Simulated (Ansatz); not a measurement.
Redistribution: C3H7Cl + SiH3(CF3) → C3H10Si + CClF3

Species: C3H7Cl (2-chloropropane) `CC(C)Cl`, singlet; SiH3(CF3), singlet; C3H10Si `CC(C)[SiH3]`, singlet; CClF3 `FC(F)(F)Cl`, singlet. The partners trade Cl for SiH3; both sit on C, so the bond types are kept.

Shapes, held fixed at every level: PBE0-D4/def2-TZVP. Programs: Ansatz 0.2.0. The zero-point and thermal change to 298 K, harmonic and unscaled (PBE0-D4/def2-TZVP), is -1.2 kJ/mol.

```tsv
level	kind	ΔH(298 K) (kJ/mol)	less CCSD(T)/CBS estimate
HF/def2-SVP	Hartree–Fock	+11.8	+0.5
HF/def2-TZVPP	Hartree–Fock	+17.2	+5.9
B3LYP-D4/def2-TZVPP	global hybrid	+11.9	+0.6
PBE0-D4/def2-TZVPP	global hybrid	+2.5	-8.8
MP2/def2-TZVPP	perturbation theory	+3.9	-7.4
CCSD(T)/def2-SVP	coupled cluster or CI	-4.5	-15.8
CCSD/def2-TZVPP	coupled cluster or CI	+7.8	-3.5
CCSD(T)/CBS estimate	coupled cluster or CI	+11.3	0.0
```

The highest level, CCSD(T)/CBS estimate, gives ΔH(298 K) = +11.3 kJ/mol; the levels span -4.5 to +17.2. They disagree on the sign: 7 of 8 are positive. The column of differences is taken from that level and isn't an error. No measured value is set beside it here. The CBS estimate extrapolates MP2 from def2-TZVPP and def2-QZVPP and adds CCSD(T) − MP2 in the triple-zeta set, cores frozen.

The exchange is modestly endothermic at the highest level, so chlorine on isopropyl and silyl on trifluoromethyl is the enthalpically preferred pairing. This probably reflects polarity matching: the electron-releasing alkyl group supports the polarised C–Cl bond, while electropositive silicon favours the electron-withdrawing CF3 group. Lone-pair donation into C–F antibonding orbitals in CClF3 works the other way, which may help to keep the balance small.

The lone negative value, from CCSD(T)/def2-SVP, is no sound evidence for an exothermic exchange, since the same treatment of correlation gives +11.3 kJ/mol at the estimated basis-set limit. Hartree–Fock in that small basis lands close to the best value only by cancellation: the larger basis raises it to +17.2, whereas correlation in the triple-zeta sets lowers the enthalpy. The close B3LYP-D4 result likewise doesn't establish that functional's reliability for other silyl–halogen exchanges. The reaction enthalpy also says nothing about the barrier to exchange.
